Q: The ionisation energies rise along both rows, but unevenly, and the eigenvalue column is several eV short of them. Where do I start?

Atoms of the 4d and 5d series in NIST's ground configurations, computed with ld1.x of Quantum ESPRESSO 7.5 by all-electron, scalar-relativistic, spin-polarised Kohn-Sham LDA (Slater exchange, VWN5 correlation). Densities are spherical, open shells have highest spin and the nucleus is a point. The ionisation energy is the total energy of the ion less that of the atom.

```csv
species,Z,configuration,electron removed from,ionisation energy (eV),−ε(highest occupied) (eV),highest level mean radius (bohr),highest level,NIST table (eV),computed less table (eV)
Zr,40,[Kr] 4d2 5s2,5s,6.71966,4.1531,2.2625,4d up,6.634126,0.0855
Pd,46,[Kr] 4d10,4d,9.23876,4.3102,1.5911,4d,8.336839,0.902
Hf,72,[Xe] 4f14 5d2 6s2,5d,7.06296,3.2393,2.4526,5d up,6.82507,0.238
W,74,[Xe] 4f14 5d4 6s2,6s,7.95890,5.0714,3.3000,6s down,7.86403,0.0949
Pt,78,[Xe] 4f14 5d9 6s1,6s,9.81100,5.9173,1.6980,5d down,8.95883,0.852
Au,79,[Xe] 4f14 5d10 6s1,6s,9.91561,6.3436,2.8285,6s up,9.225554,0.690
```

A: With the states. These are spherical, scalar-relativistic LDA atoms in imposed configurations. IE is the energy of the ion less that of the atom, ε is the Kohn-Sham eigenvalue of the highest occupied level, ⟨r⟩ its mean radius, and up and down mark majority and minority spin. Zr and W lose one of two paired s electrons, Pt and Au an unpaired one, Hf and Pd a d electron, so the six rows are three processes. For Zr and Pt the printed level is d although s is removed; the same calculation puts the Zr 5s down level at −4.23 eV with ⟨r⟩ = 3.79 bohr.

Q: Why is −ε so much smaller than IE?

A: Janak's theorem says that ε is the derivative of the energy with respect to the occupation n of a level, so IE = −∫ε(n) dn from 0 to 1. In LDA the level sinks as it is emptied, because the charge removed had been repelling the charge that remains, including the rest of the same electron. If it sinks linearly, by a total U from atom to ion, then IE = −ε + U/2. The exact functional would have no such gap; it comes from the self-interaction of LDA.

The runs give U directly, so nothing is fitted. For W the 6s down level drops by 5.76 eV, and half of that, 2.88 eV, meets the actual gap IE − (−ε) of 2.89 eV; Zr agrees as closely. For Hf and Pd U/2 is too large by 0.17 and 0.20 eV, about 2 % of the computed IE. Curvature of ε(n) could do that, and so could Janak's theorem itself, which is only approximate for a density of large components alone. The numbers don't decide between them.

Q: What sets the size of U?

A: Mainly the radius of the orbital. Think of discharging a conducting sphere of radius r. Removing one electron's charge shifts its potential by 1/r in atomic units, so U/2 = c/r with c = 0.5 hartree·bohr. The analogy holds for the 1/r scaling and for the factor of one half. It fails in that an orbital is no thin shell, that exchange and correlation cancel part of the self-repulsion, and that the other electrons move in to screen the hole. The bare sphere accordingly overshoots the gap in all five rows where the emptied level is known, by 1.1 to 3.6 eV.

A least-squares fit of the gap to c/⟨r⟩ over Zr, W, Au, Hf and Pd gives c = 8.79 eV·bohr, or 0.32 hartree·bohr. Pt stays out because its printed level isn't the one emptied. For Au, which was in the fit, 8.79/2.83 = 3.11 eV, so IE ≈ 6.34 + 3.11 = 9.45 eV, 0.46 eV below the computed 9.92. The second ionisations of Pd and Au, both from d and not fitted, are missed by only 0.01 and 0.16 eV. A free power law, fitted to the logarithms of the same five rows, has exponent −0.77 and suits them better, but misses those two ions by over 0.5 eV.

Q: Which row is worst?

A: Pd, where c/⟨r⟩ is 0.60 eV too high. Relaxation is my suspect. The fall of the atom's summed r² on ionisation, divided by ⟨r⟩² of the emptied level, is near 1.45 for the three s rows and 3.54 for Pd, so the remaining electrons contract strongly. But Hf has 2.53 with a gap·⟨r⟩ as large as that of Zr, and Pd⁺ fits well, so this remains a guess.

Q: Then why does IE rise with Z?

A: A d electron added inside the s orbital screens the added proton incompletely, so the s orbital contracts; that much is standard theory. The stronger net pull also deepens the level, and the smaller orbital has a larger U. From W to Au IE gains 1.96 eV, of which 1.27 is the level and 0.68 the gap. For Zr, W and Au the product IE·⟨r⟩ stays between 25.5 and 28.0 eV·bohr. Since both parts scale roughly as 1/⟨r⟩, −ε/IE is steady at 0.63 to 0.64.

A change of shell upsets that balance. The d orbital that Hf and Pd empty is compact yet shallow, so the ratio there is 0.46 to 0.47. From Zr to Pd the emptied level deepens by only 0.08 eV and the gap supplies 2.44 of the 2.52 eV. From Hf to W the level gains 1.83 eV while the gap loses 0.94. This split describes LDA, not a measurable division.

Q: How can Zr and Pt lose an s electron when d lies higher?

A: The cost is −ε + U/2, and the compact orbital pays the larger U. With c spanning the five values of gap·⟨r⟩, the model prices 4d removal from Zr at 7.6 to 8.6 eV against 6.72 for 5s, and 5d removal from Pt at 10.5 to 11.9 against 9.81. Use only the ordering: it agrees with the ion configurations, which were imposed.

Q: Hf sits under Zr and loses d instead. Why?

A: Its 5d level is 0.91 eV shallower than 4d in Zr and 0.19 bohr larger, which makes it cheaper on both counts. The standard cause is that relativity contracts and stabilises s and p shells, which then screen d better, while the filled 4f shell screens the penetrating 6s poorly. All rows are at one relativistic level, so the table can't apportion the two.

Q: And the near-plateau from Pt to Au?

A: The computed slope is 0.46 eV per unit of Z from W to Pt and 0.10 from Pt to Au. Spin offers a reason. In W four up-spin d electrons split the 6s level by 1.34 eV, and the electron removed is the weakly bound down one. In Pt it is an up electron, helped by one net d spin, and in Au the d shell is closed. Scaling the W splitting by net d spin moves the rows by tenths of an eV and puts the three on a straight line. But the shift ignores that W breaks a 6s pair while Pt and Au have a single 6s electron, and a line with two fitted constants through three points is a weak test, so it is suggestive only.

The NIST slopes are 0.27 in both intervals. The plateau therefore belongs to this level of theory: the computed slopes depart from those of NIST by the change of the error per unit of Z, and the spin argument can at most account for the computed curve.

Q: So how far can I trust LDA here?

A: Every computed value exceeds NIST: by 1 to 4 % of the table value for d² to d⁴ and by 7.5 to 10.8 % for d⁹ and d¹⁰. The mean errors are 0.14 and 0.81 eV, whereas sorting by the shell removed gives 0.43 for s and 0.57 for d. Before blaming the functional, note that NIST connects the lowest J levels, while these runs have neither terms nor spin-orbit coupling. For Pd⁺ that coupling lowers the ion by some 0.2 eV, a rough recalled size, which is a minor part of 0.90. Au has no first-order splitting at either end, so its 0.69 eV points mostly to LDA, with Breit and QED terms also absent; I claim that for Au alone.

W's small error may be luck. Its part-filled 5d up level lies 0.355 eV below the filled 6s down, so 5d⁴6s² may not be the lowest state at this level, and a lower atom would raise IE. Zr⁺ has a marginal inversion of the same kind.

Q: What should I expect of the 3d row?

A: The 3d orbitals are more compact, so d removal should carry a larger gap, and the order of eigenvalues should be an even poorer guide to the shell that ionises. Exchange among the d electrons is stronger, which favours a half-filled shell. But the s electron that usually leaves overlaps less with the compact 3d shell, so its own spin splitting need not grow. Relativistic s stabilisation and spin-orbit coupling are weak. The same reasoning puts the s electron of Ag in a larger, shallower orbital than that of Au, with a lower IE.
